**Second energy differences of small spherical jellium clusters: charging, pairing, or shells with exchange**

The table holds energies per electron, unpaired electrons, ionisation energies and second energy differences of neutral spherical jellium clusters with 1 to 8 electrons (spin-polarised PBE, rs = 5.57 bohr). The program tests the second difference against a charging energy e²/R, an even-odd penalty, and an additive model made of a smooth N^(2/3) term, a 1s-1p gap and an exchange term −K·M²/(4N), with gap and K taken from Kohn-Sham levels of the same runs. Charging has the wrong size everywhere and the wrong sign in four of six rows, the even-odd rule holds in three of six rows, and shells alone miss the peak at N = 5. Shells plus exchange reach a root-mean-square error of 0.029 eV with one fitted constant, while underestimating the N = 5 contrast (0.588 against 0.669 eV). The ionisation energy minus the neutral addition energy follows e²/2R plus a remainder of 0.201 to 0.236 eV.

Calculated values. Spin-polarised Kohn-Sham PBE (radks with Libxc 2) for spherical jellium clusters of N electrons in a uniform background of radius rs·N^(1/3), rs = 5.57 bohr. Shells are m-averaged and filled by a greedy search that can miss a lower state; levels are numbered in radial order. Ionisation is vertical, and the second difference is E(N+1) + E(N−1) − 2E(N) for neutral clusters.

## Script

```python
# Table: neutral spherical jellium clusters N=1..8, rs=5.57 bohr, spin-polarised PBE, radks radial solver:
# energy per electron, unpaired electrons, ionisation energy, second difference D2 (eV).
# Tested on D2: charging e^2/R, even-odd pairing, shell gap plus Hund exchange; and charging in IE.
T = {
    'electrons': [1, 2, 3, 4, 5, 6, 7, 8],
    'energy_per_electron': [-1.4772, -1.6532, -1.539, -1.5952, -1.6814, -1.6744, -1.7126, -1.7639],  # eV
    'unpaired_electrons': [1, 0, 1, 2, 3, 2, 1, 0],
    'highest_level': ['1s up', '1s down', '1p up', '1p up', '1p up', '1p down', '1p down', '1p down'],
    'ionisation_energy': [None, 3.99729, 3.20554, 3.53836, 3.68825, 3.21066, 3.45287, 3.57913],  # eV
    'second_energy_difference': [None, 0.51838, -0.45282, -0.26251, 0.38638, -0.30206, -0.18131, None],  # eV
}
import numpy as np
from scipy.constants import physical_constants as pc
Ha = pc['Hartree energy in eV'][0]
rs = 5.57  # bohr, setting from the caption
N = np.array(T['electrons'], float)
M = np.array(T['unpaired_electrons'], float)
E = N*np.array(T['energy_per_electron'], float)
y = np.array(T['second_energy_difference'][1:-1], float)
IE = np.array(T['ionisation_energy'][1:], float)
R = rs*N**(1/3)
d2 = lambda f: f[2:] + f[:-2] - 2*f[1:-1]
rms = lambda r: float(np.sqrt(np.mean(r**2)))
def fit(cols, fixed, k=slice(None)):
    A = np.array(cols).T
    c = np.linalg.lstsq(A[k], (y - fixed)[k], rcond=None)[0]
    return c, fixed + A @ c
# Kohn-Sham eigenvalues (eV) from further outputs of the same runs, N=2 and N=7
s2, p2 = -2.45536, -1.21246
s7u, s7d, p7u, p7d = -3.15309, -3.05188, -2.48455, -2.34276
g2, g7, sp7 = p2 - s2, (p7u + p7d - s7u - s7d)/2, p7d - p7u
gam, K = np.log(g2/g7)/np.log(7/2), 7*sp7
sm = d2(N**(2/3))
sh = d2(g2*(2/N)**gam*np.maximum(N - 2, 0))
ex1 = d2(-M**2/(4*N))
eo = d2(N % 2)
print(f"D2 rebuilt from energies: max deviation {1e3*abs(d2(E)-y).max():.2f} meV; rounding allows up to {1e3*4*7*5e-5:.1f} meV")
print(f"1s-1p gap: N=2 {g2:.3f} eV, N=7 spin mean {g7:.3f} eV, exponent -{gam:.3f}")
print(f"1p spin splitting N=7 {sp7:.3f} eV, K = {K:.3f} eV, implied splitting N=5 {K*3/5:.3f} eV")
print(f"charging e^2/R: {Ha/R[1]:.2f} eV (N=2) to {Ha/R[6]:.2f} eV (N=7); largest D2 {y.max():.3f} eV")
print(f"even-odd sign rule right in {int(np.sum(np.sign(eo) == np.sign(y)))} of {len(y)} rows")
models = [("smooth only [b]", [sm], 0*y), ("smooth + even-odd [b, P]", [sm, eo], 0*y),
          ("smooth + shells [b]", [sm], sh), ("smooth + shells + even-odd [b, P]", [sm, eo], sh),
          ("smooth + shells + exchange K/N [b]", [sm], sh + K*ex1),
          ("same, exchange constant not scaled with N [b]", [sm], sh + sp7*d2(-M**2/4)),
          ("all free [b, gap scale, K]", [sm, sh, ex1], 0*y)]
out = []
print("fits to D2 (b, P, K in eV; pairing needs P > 0):")
for name, cols, fx in models:
    c, p = fit(cols, fx)
    out.append((c, p))
    w = np.argmax(abs(y - p))
    print(f" {name}: {', '.join(f'{v:.3f}' for v in c)}; rms {rms(y-p):.3f}, worst N={w+2} {(y-p)[w]:+.3f} eV")
c, p = fit([sm], sh + K*ex1, slice(1, None))
print(f" shells + exchange, N=2 left out (needs one-electron N=1): b {c[0]:.3f}, miss at N=2 {(y-p)[0]:+.3f} eV")
b, best = out[4][0][0], out[4][1]
print("N M level | D2 | even-odd fit | shells fit | full = smooth + gap + exchange | residual (eV)")
for i in range(len(y)):
    print(f"{i+2} {int(M[i+1])} {T['highest_level'][i+1]} | {y[i]:+.3f} | {out[1][1][i]:+.3f} | {out[2][1][i]:+.3f} | "
          f"{best[i]:+.3f} = {b*sm[i]:+.3f} {sh[i]:+.3f} {K*ex1[i]:+.3f} | {y[i]-best[i]:+.3f}")
con = lambda f: f[3] - (f[2] + f[4])/2
print(f"N=5 peak above mean of N=4,6: table {con(y):.3f}, shells {con(out[2][1]):.3f}, full {con(best):.3f} eV")
add = -np.diff(E)
ch = Ha/(2*R[1:])
off = IE - add - ch
print("N | total E | addition E(N-1)-E(N) | IE | IE-addition | e^2/2R | remainder (eV)")
for i in range(len(IE)):
    print(f"{i+2} | {E[i+1]:.3f} | {add[i]:.3f} | {IE[i]:.3f} | {IE[i]-add[i]:.3f} | {ch[i]:.3f} | {off[i]:.3f}")
print(f"remainder mean {off.mean():.3f}, range {off.min():.3f} to {off.max():.3f} eV; rounding under 0.001 eV")
print("IE steps N to N+1 from N=2 (eV): " + " ".join(f"{v:+.3f}" for v in np.diff(IE)))
for n, h in ((2, p2*0 + s2), (7, p7d)):
    print(f"N={n}: IE minus |highest eigenvalue| {IE[n-2]+h:.3f} eV, ratio to e^2/2R {(IE[n-2]+h)/ch[n-2]:.2f}")
assert [i + 2 for i in range(len(y)) if y[i] > 0] == [2, 5]
assert rms(y - best) < 0.06 < min(rms(y - out[j][1]) for j in (1, 2, 3))
assert np.all(np.diff(IE - add) < 0) and off.max() - off.min() < 0.05
```

Running it gives:

```
D2 rebuilt from energies: max deviation 0.42 meV; rounding allows up to 1.4 meV
1s-1p gap: N=2 1.243 eV, N=7 spin mean 0.689 eV, exponent -0.471
1p spin splitting N=7 0.142 eV, K = 0.993 eV, implied splitting N=5 0.596 eV
charging e^2/R: 3.88 eV (N=2) to 2.55 eV (N=7); largest D2 0.518 eV
even-odd sign rule right in 3 of 6 rows
fits to D2 (b, P, K in eV; pairing needs P > 0):
 smooth only [b]: -1.159; rms 0.364, worst N=3 -0.514 eV
 smooth + even-odd [b, P]: -1.068, 0.012; rms 0.364, worst N=3 -0.486 eV
 smooth + shells [b]: 3.991; rms 0.252, worst N=5 +0.578 eV
 smooth + shells + even-odd [b, P]: 3.466, -0.069; rms 0.213, worst N=5 +0.426 eV
 smooth + shells + exchange K/N [b]: 1.983; rms 0.029, worst N=6 -0.050 eV
 same, exchange constant not scaled with N [b]: 3.553; rms 0.111, worst N=5 +0.212 eV
 all free [b, gap scale, K]: 1.994, 1.047, 1.107; rms 0.015, worst N=6 -0.029 eV
 shells + exchange, N=2 left out (needs one-electron N=1): b 2.162, miss at N=2 +0.027 eV
N M level | D2 | even-odd fit | shells fit | full = smooth + gap + exchange | residual (eV)
2 0 1s down | +0.518 | +0.125 | +0.649 | +0.508 = -0.188 +1.027 -0.331 | +0.010
3 1 1p up | -0.453 | +0.033 | -0.472 | -0.448 = -0.105 -0.260 -0.083 | -0.005
4 2 1p up | -0.263 | +0.062 | -0.280 | -0.242 = -0.071 -0.138 -0.033 | -0.021
5 3 1p up | +0.386 | +0.004 | -0.192 | +0.341 = -0.052 -0.087 +0.480 | +0.046
6 2 1p down | -0.302 | +0.046 | -0.142 | -0.252 = -0.041 -0.060 -0.151 | -0.050
7 1 1p down | -0.181 | -0.006 | -0.111 | -0.172 = -0.033 -0.044 -0.095 | -0.009
N=5 peak above mean of N=4,6: table 0.669, shells 0.020, full 0.588 eV
N | total E | addition E(N-1)-E(N) | IE | IE-addition | e^2/2R | remainder (eV)
2 | -3.306 | 1.829 | 3.997 | 2.168 | 1.939 | 0.229
3 | -4.617 | 1.311 | 3.206 | 1.895 | 1.694 | 0.201
4 | -6.381 | 1.764 | 3.538 | 1.775 | 1.539 | 0.236
5 | -8.407 | 2.026 | 3.688 | 1.662 | 1.428 | 0.234
6 | -10.046 | 1.639 | 3.211 | 1.571 | 1.344 | 0.227
7 | -11.988 | 1.942 | 3.453 | 1.511 | 1.277 | 0.234
8 | -14.111 | 2.123 | 3.579 | 1.456 | 1.221 | 0.235
remainder mean 0.228, range 0.201 to 0.236 eV; rounding under 0.001 eV
IE steps N to N+1 from N=2 (eV): -0.792 +0.333 +0.150 -0.478 +0.242 +0.126
N=2: IE minus |highest eigenvalue| 1.542 eV, ratio to e^2/2R 0.80
N=7: IE minus |highest eigenvalue| 1.110 eV, ratio to e^2/2R 0.87
```
